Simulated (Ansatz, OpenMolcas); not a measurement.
**Computed against measured: atomisation enthalpy at 298 K**

6 molecules with halogens; the atomisation enthalpy at 298 K in kJ/mol, computed less measured. Shapes, held fixed at every level: PBE0-D4/def2-TZVP. Flexible molecules stand in one conformer, not always the lowest. Thermal terms are harmonic and unscaled (PBE0-D4/def2-TZVP); the spin-orbit lowering of the free atoms is taken from their spectra. Programs: Ansatz 0.2.0, OpenMolcas 26.06. Measured values: Active Thermochemical Tables, CRC Handbook of Chemistry and Physics, NIST-JANAF tables.

Levels: A = HF/3-21G; B = SPW92/def2-TZVPP; C = B2PLYP/def2-TZVPP; D = MP2/def2-SVP.

```csv
molecule,from tabulated heats,A,B,C,D
SiH2Br2 (dibromosilane),1300,-583,+167,-26,-94
CH2I2 (diiodomethane),1247,-493,+235,-25,-89
C2H3I (SMILES C=CI),2064,-685,+319,-27,-94
"C2H3F3 (1,1,2-trifluoroethane)",3057,-1168,+515,-97,-134
C2H5I (iodoethane),2638,-779,+367,-33,-125
C3H5Cl (2-chloropropene),3383,-1072,+505,-40,-124
```

Q: Sum up the errors.

A: 
| level | kind | mean error | mean absolute error | worst case |
| --- | --- | --- | --- | --- |
| HF/3-21G | Hartree–Fock | -796.7 | 796.7 | C2H3F3 |
| SPW92/def2-TZVPP | LDA | +351.3 | 351.3 | C2H3F3 |
| B2PLYP/def2-TZVPP | double hybrid | -41.3 | 41.3 | C2H3F3 |
| MP2/def2-SVP | perturbation theory | -110.0 | 110.0 | C2H3F3 |

On this set B2PLYP/def2-TZVPP has the smallest mean absolute error and HF/3-21G the largest. HF/3-21G is too low in 6 of 6; SPW92/def2-TZVPP is too high in 6 of 6; B2PLYP/def2-TZVPP is too low in 6 of 6; MP2/def2-SVP is too low in 6 of 6. The heats of C3H5Cl come from older tables and can be uncertain by 10 kJ/mol or more. The molecules' own spin-orbit binding is left out, so errors for heavy halides read too negative. Heats of the atoms come from ATcT where it has them. The levels differ in basis as well as in method. With so many references in doubt the order of the levels isn't settled. The tabulated values of SiH2Br2, CH2I2, C2H3F3 are in doubt (older tables, estimates, or at odds with other calculations) and kept here. Over the 3 molecules whose values aren't doubted the mean absolute errors are A 845.3; B 397.0; C 33.3; D 114.3. For HF/3-21G and SPW92/def2-TZVPP and B2PLYP/def2-TZVPP and MP2/def2-SVP the error tends to grow with the atomisation enthalpy. Hartree–Fock lacks correlation and underbinds. Correlated wave functions converge slowly with the basis. For atoms past krypton def2 sets carry core potentials with scalar relativity. All-electron rows are non-relativistic unless named. Relativity is left out for Br. Outer-core shells of Br, I are correlated, in sets that cover them unevenly. The set is small.

In the three molecules with undoubted references, the Hartree-Fock and LDA errors grow with the atomisation enthalpy, as expected when each added bond contributes its own error. Forming a bond pairs electrons whose correlation Hartree-Fock omits, and 3-21G, lacking polarisation functions, probably deepens the deficit. LDA errs the other way because its local exchange describes the separated atoms less well than the smoother molecular density, so bonding is over-rewarded.

MP2 breaks the pattern, with -125 for iodoethane and -124 for 2-chloropropene, while the B2PLYP rise is too small to interpret. MP2 near the basis-set limit often overbinds, so its uniform underbinding here probably reflects the small def2-SVP basis rather than the perturbation theory itself. The B2PLYP error of -97 for trifluoroethane stands well apart from its other errors, which suggests a tabulated atomisation enthalpy that is too high, and it shouldn't be read as a particular failure for C–F bonds.
